**Second ionisation energies from B⁺ to Ar⁺: forecasting the 3p row from the 2p row**

The table holds energies to remove one electron from singly charged ions of periods 2 and 3, from two-component X2C-1e GHF and frozen-core GMP2 (PySCF, x2c-QZVPPall-2c), spin-free and with screened spin-orbit coupling, beside NIST values. The program fits an exchange-counting formula I = a + b(k − 1) + Kx to C⁺–Ne⁺ and forecasts the withheld rows Si⁺–Ar⁺ by scaling their 2p homologues with a constant Al⁺/B⁺ ratio and with a Slater (Z_eff/n)² ratio, together with the correlation part, the GMP2 error and a Landé-scaled spin-orbit shift. Thirteen of fifteen energies fall inside the bars, and the two misses are the GHF and GMP2 values of Si⁺. The 3p/2p ratio proves nearly constant at 0.65 to 0.68, below the 0.75 of the s pair, while the exchange constant K shrinks to 0.55–0.58 of its 2p value. The correlation, GMP2-error and spin-orbit forecasts all hold within their bars, whereas the steps Al⁺→Si⁺ and S⁺→Cl⁺ lie outside the range of the two scalings at every level.

Calculated values. PySCF 2.14.0, two-component X2C-1e: GHF (one spinor determinant in jj occupation) and frozen-core GMP2, x2c-QZVPPall-2c basis, Gaussian nucleus. Energies to remove one electron from singly charged ions of periods 2 and 3 are differences of total energies. Spin-free omits the spin-orbit term; screened-SO includes the one-electron term with screened-nucleus factors.

## Script

```python
# Table: ionisation energies (eV) of singly charged ions B+ to Ar+, PySCF X2C-1e GHF and GMP2,
# x2c-QZVPPall-2c, spin-free and screened spin-orbit, with NIST values. Tested: exchange counting
# in p^n, and scaling of 2p rows to 3p rows (constant ratio, Slater ratio, Lande spin-orbit).
T = {
    'species': ['B+', 'C+', 'N+', 'O+', 'F+', 'Ne+', 'Mg+', 'Al+', 'Si+', 'P+', 'S+', 'Cl+', 'Ar+'],
    'Z': [5, 6, 7, 8, 9, 10, 12, 13, 14, 15, 16, 17, 18],
    'N': [4, 5, 6, 7, 8, 9, 11, 12, 13, 14, 15, 16, 17],
    'config': ['[He] 2s2', '[He] 2s2 (2p1/2)1', '[He] 2s2 (2p1/2)2', '[He] 2s2 (2p1/2)2 (2p3/2)1', '[He] 2s2 (2p1/2)2 (2p3/2)2', '[He] 2s2 (2p1/2)2 (2p3/2)3', '[Ne] (3s1/2)1', '[Ne] 3s2', '[Ne] 3s2 (3p1/2)1', '[Ne] 3s2 (3p1/2)2', '[Ne] 3s2 (3p1/2)2 (3p3/2)1', '[Ne] 3s2 (3p1/2)2 (3p3/2)2', '[Ne] 3s2 (3p1/2)2 (3p3/2)3'],
    'final': ['[He] (2s1/2)1', '[He] 2s2', '[He] 2s2 (2p1/2)1', '[He] 2s2 (2p1/2)2', '[He] 2s2 (2p1/2)2 (2p3/2)1', '[He] 2s2 (2p1/2)2 (2p3/2)2', '[Ne]', '[Ne] (3s1/2)1', '[Ne] 3s2', '[Ne] 3s2 (3p1/2)1', '[Ne] 3s2 (3p1/2)2', '[Ne] 3s2 (3p1/2)2 (3p3/2)1', '[Ne] 3s2 (3p1/2)2 (3p3/2)2'],
    'frozen': [2, 2, 2, 2, 2, 2, 10, 10, 10, 10, 10, 10, 10],
    'ghf_spin_free': [23.45, 24.2, 29.09, 34.65, 33.27, 39.26, 14.75, 17.55, 15.88, 19.0, 22.83, 22.42, 26.36],  # eV
    'gmp2_spin_free': [24.47, 24.41, 29.66, 35.25, 34.73, 40.85, 14.75, 18.35, 16.12, 19.65, 23.38, 23.48, 27.46],  # eV
    'ghf_screened_so': [23.45, 24.21, 29.08, 34.64, 33.29, 39.26, 14.75, 17.55, 15.91, 18.98, 22.79, 22.46, 26.35],  # eV
    'gmp2_screened_so': [24.47, 24.41, 29.66, 35.23, 34.75, 40.85, 14.75, 18.35, 16.14, 19.62, 23.34, 23.53, 27.45],  # eV
    'ref': [25.1548, 24.3831, 29.6013, 35.1211, 34.9708, 40.963, 15.0353, 18.8285, 16.3458, 19.7695, 23.3379, 23.8136, 27.6297],  # eV
    'kind': ['measured', 'measured', 'semi-empirical', 'measured', 'measured', 'measured', 'measured', 'measured', 'measured', 'semi-empirical', 'measured', 'measured', 'measured'],
}
HELD = [8, 9, 10, 11, 12]  # rows withheld from the fit
import numpy as np
from scipy.constants import physical_constants as pc
Ry = pc['Rydberg constant times hc in eV'][0]
sp = T['species']; Z = np.array(T['Z'], float); N = np.array(T['N'], float)
col = lambda k: np.array(T[k], float)
L = {'GHF': col('ghf_screened_so'), 'GMP2': col('gmp2_screened_so'), 'tab': col('ref')}
H, M, R, H0 = L['GHF'], L['GMP2'], L['tab'], col('ghf_spin_free')
ix = {s: i for i, s in enumerate(sp)}
known = [i for i in range(len(sp)) if i not in HELD]
hom = {i: int(np.where(Z == Z[i] - 8)[0][0]) for i in HELD}
B, C, O, F, Mg, Al = [ix[s] for s in ('B+', 'C+', 'O+', 'F+', 'Mg+', 'Al+')]
n = np.where(Z > 10, 3.0, 2.0); m = np.where(Z > 10, N - 10, N - 2)
zc = Z - np.where(Z > 10, 8.8, 1.7)          # Slater's rules, core screening
ze = zc - 0.35 * (m - 1)
slat = Ry * (m * ze**2 - (m - 1) * (ze + 0.35)**2) / n**2
q = (ze / n)**2
# finer GHF spin-orbit shifts, typed from further outputs of the same runs (with minus without)
so = {'C+': 24.20519 - 24.19973, 'N+': 29.08473 - 29.09217, 'O+': 34.63730 - 34.65315,
      'F+': 33.29376 - 33.27234, 'Ne+': 39.25690 - 39.26242}
print('all in eV; GHF, GMP2 with screened SO; rounding 0.005, in a difference up to 0.01')
print('fit I = a + b(n-1) + K x on C+..Ne+; steps B+>C+, N+>O+, O+>F+')
p2 = [hom[i] for i in HELD]
A = np.array([[1, k, x] for k, x in enumerate([0, 1, 2, 0, 1])], float)
for k, v in L.items():
    c = np.linalg.lstsq(A, v[p2], rcond=None)[0]; r = A @ c - v[p2]
    assert c[2] > 0 and c[1] > 0
    print(f"{k}: a {c[0]:.2f} b {c[1]:.2f} K {c[2]:.2f} b-2K {c[1]-2*c[2]:+.2f} fit-value "
          + ' '.join(f'{x:+.2f}' for x in r)
          + f" | steps {v[C]-v[B]:+.2f} {v[O]-v[ix['N+']]:+.2f} {v[F]-v[O]:+.2f}")
print('known rows: GHF-tab, GMP2-tab, GMP2-GHF, SO shift of GHF, Slater rules-tab (%)')
for i in known:
    print(f"{sp[i]}: {H[i]-R[i]:+.2f} {M[i]-R[i]:+.2f} {M[i]-H[i]:+.2f} "
          f"{so.get(sp[i], H[i]-H0[i]):+.4f} {100*(slat[i]/R[i]-1):+.1f}")
assert H0[F] < H0[O] and max(abs(H[known] - H0[known])) < 0.035
assert M[F] - H[F] > 2 * (M[O] - H[O]) and abs(M[Mg] - H[Mg]) < 0.006
r0 = {k: v[Al] / v[B] for k, v in L.items()}; s0 = q[Al] / q[B]
rel = {k: np.sqrt(np.mean((slat[known] / v[known] - 1)**2)) for k, v in L.items()}
cs = (M[Al] - H[Al]) / (M[B] - H[B]); dMg = R[Mg] - M[Mg]
print('Al+/B+ ratio: ' + ' '.join(f'{k} {x:.3f}' for k, x in r0.items()) + f' Slater {s0:.3f}; of GMP2-GHF {cs:.2f}')
print('rms error of Slater rules (%): ' + ' '.join(f'{k} {100*x:.1f}' for k, x in rel.items()) + f'; Mg+ deficit {dMg:.2f}')
print('withheld: scaling A, B, forecast +- bar, value, forecast-value, value/2p homologue')
PA, PB = {}, {}
for k, v in L.items():
    for i in HELD:
        j = hom[i]; a = r0[k] * v[j]; b = a * q[i] / q[j] / s0; PA[k, i], PB[k, i] = a, b
        p = (a + b) / 2; e = np.hypot((a - b) / 2, rel[k] * p)
        print(f"{k} {sp[i]}: A {a:.2f} B {b:.2f} | {p:.1f} +- {e:.1f} | {v[i]:.2f} | {p-v[i]:+.2f} "
              f"{'inside' if abs(p-v[i]) <= e else 'outside'} | {v[i]/v[j]:.3f}")
print('forecast/value/miss: GMP2-GHF (+-0.25); GMP2-tab (+-0.25); SO shift (+-bar); value GHF-tab')
for i in HELD:
    j = hom[i]; c = cs * (M[j] - H[j]); d = M[j] - R[j] - dMg / 2
    s = so[sp[j]] * ((Z[i]-2) / (Z[j]-2))**2 * ((PA['GHF', i] + PB['GHF', i]) / 2 / H[j])**1.5
    cv, dv, sv = M[i] - H[i], M[i] - R[i], H[i] - H0[i]
    print(f"{sp[i]}: {c:+.2f}/{cv:+.2f}/{c-cv:+.2f}; {d:+.2f}/{dv:+.2f}/{d-dv:+.2f}; "
          f"{s:+.3f}+-{0.4*abs(s)+0.01:.3f}/{sv:+.2f}/{s-sv:+.3f}; {H[i]-R[i]:+.2f}")
print('steps as A, B, value; K = (mean other step - p3>p4 step)/3 for 2p and 3p')
Kst = lambda y: (np.mean(np.diff(y)[[0, 1, 3]]) - np.diff(y)[2]) / 3
Si, S, Cl = ix['Si+'], ix['S+'], ix['Cl+']; h = list(HELD)
for k, v in L.items():
    print(f"{k}: Al+>Si+ {PA[k,Si]-v[Al]:+.2f} {PB[k,Si]-v[Al]:+.2f} {v[Si]-v[Al]:+.2f}; "
          f"S+>Cl+ {PA[k,Cl]-PA[k,S]:+.2f} {PB[k,Cl]-PB[k,S]:+.2f} {v[Cl]-v[S]:+.2f}; 3p steps "
          + ' '.join(f'{x:+.2f}' for x in np.diff(v[h]))
          + f"; K {Kst(v[p2]):.2f} {Kst(v[h]):.2f} ratio {Kst(v[h])/Kst(v[p2]):.2f}")
```

Running it gives:

```
all in eV; GHF, GMP2 with screened SO; rounding 0.005, in a difference up to 0.01
fit I = a + b(n-1) + K x on C+..Ne+; steps B+>C+, N+>O+, O+>F+
GHF: a 23.94 b 3.22 K 2.15 b-2K -1.08 fit-value -0.27 +0.23 +0.04 +0.30 -0.30 | steps +0.76 +5.56 -1.35
GMP2: a 24.22 b 3.60 K 1.95 b-2K -0.29 fit-value -0.19 +0.11 +0.08 +0.28 -0.28 | steps -0.06 +5.57 -0.48
tab: a 24.21 b 3.67 K 1.82 b-2K +0.02 fit-value -0.17 +0.10 +0.07 +0.25 -0.25 | steps -0.77 +5.52 -0.15
known rows: GHF-tab, GMP2-tab, GMP2-GHF, SO shift of GHF, Slater rules-tab (%)
B+: -1.70 -0.68 +1.02 +0.0000 -11.9
C+: -0.17 +0.03 +0.20 +0.0055 +7.1
N+: -0.52 +0.06 +0.58 -0.0074 +0.8
O+: -0.48 +0.11 +0.59 -0.0158 -5.1
F+: -1.68 -0.22 +1.46 +0.0214 +4.7
Ne+: -1.70 -0.11 +1.59 -0.0055 -3.1
Mg+: -0.29 -0.29 +0.00 +0.0000 +3.0
Al+: -1.28 -0.48 +0.80 +0.0000 -3.6
Al+/B+ ratio: GHF 0.748 GMP2 0.750 tab 0.749 Slater 0.757; of GMP2-GHF 0.78
rms error of Slater rules (%): GHF 5.6 GMP2 5.4 tab 5.8; Mg+ deficit 0.29
withheld: scaling A, B, forecast +- bar, value, forecast-value, value/2p homologue
GHF Si+: A 18.12 B 16.62 | 17.4 +- 1.2 | 15.91 | +1.46 outside | 0.657
GHF P+: A 21.76 B 18.76 | 20.3 +- 1.9 | 18.98 | +1.28 inside | 0.653
GHF S+: A 25.92 B 21.33 | 23.6 +- 2.7 | 22.79 | +0.84 inside | 0.658
GHF Cl+: A 24.91 B 19.76 | 22.3 +- 2.9 | 22.46 | -0.12 inside | 0.675
GHF Ar+: A 29.38 B 22.62 | 26.0 +- 3.7 | 26.35 | -0.35 inside | 0.671
GMP2 Si+: A 18.31 B 16.79 | 17.5 +- 1.2 | 16.14 | +1.41 outside | 0.661
GMP2 P+: A 22.24 B 19.17 | 20.7 +- 1.9 | 19.62 | +1.09 inside | 0.661
GMP2 S+: A 26.42 B 21.73 | 24.1 +- 2.7 | 23.34 | +0.74 inside | 0.663
GMP2 Cl+: A 26.06 B 20.66 | 23.4 +- 3.0 | 23.53 | -0.17 inside | 0.677
GMP2 Ar+: A 30.63 B 23.59 | 27.1 +- 3.8 | 27.45 | -0.34 inside | 0.672
tab Si+: A 18.25 B 16.74 | 17.5 +- 1.3 | 16.35 | +1.15 inside | 0.670
tab P+: A 22.16 B 19.10 | 20.6 +- 1.9 | 19.77 | +0.86 inside | 0.668
tab S+: A 26.29 B 21.62 | 24.0 +- 2.7 | 23.34 | +0.62 inside | 0.664
tab Cl+: A 26.18 B 20.76 | 23.5 +- 3.0 | 23.81 | -0.35 inside | 0.681
tab Ar+: A 30.66 B 23.61 | 27.1 +- 3.9 | 27.63 | -0.50 inside | 0.675
forecast/value/miss: GMP2-GHF (+-0.25); GMP2-tab (+-0.25); SO shift (+-bar); value GHF-tab
Si+: +0.16/+0.23/-0.07; -0.12/-0.21/+0.09; +0.030+-0.022/+0.03/-0.000; -0.44
P+: +0.45/+0.64/-0.19; -0.08/-0.15/+0.07; -0.029+-0.022/-0.02/-0.009; -0.79
S+: +0.46/+0.55/-0.09; -0.03/+0.00/-0.04; -0.049+-0.029/-0.04/-0.009; -0.55
Cl+: +1.15/+1.07/+0.08; -0.36/-0.28/-0.08; +0.054+-0.032/+0.04/+0.014; -1.35
Ar+: +1.25/+1.10/+0.15; -0.26/-0.18/-0.08; -0.012+-0.015/-0.01/-0.002; -1.28
steps as A, B, value; K = (mean other step - p3>p4 step)/3 for 2p and 3p
GHF: Al+>Si+ +0.57 -0.93 -1.64; S+>Cl+ -1.01 -1.57 -0.33; 3p steps +3.07 +3.81 -0.33 +3.89; K 2.27 1.31 ratio 0.58
GMP2: Al+>Si+ -0.04 -1.56 -2.21; S+>Cl+ -0.36 -1.07 +0.19; 3p steps +3.48 +3.72 +0.19 +3.92; K 2.04 1.17 ratio 0.57
tab: Al+>Si+ -0.58 -2.09 -2.48; S+>Cl+ -0.11 -0.87 +0.48; 3p steps +3.42 +3.57 +0.48 +3.82; K 1.91 1.04 ratio 0.55
```
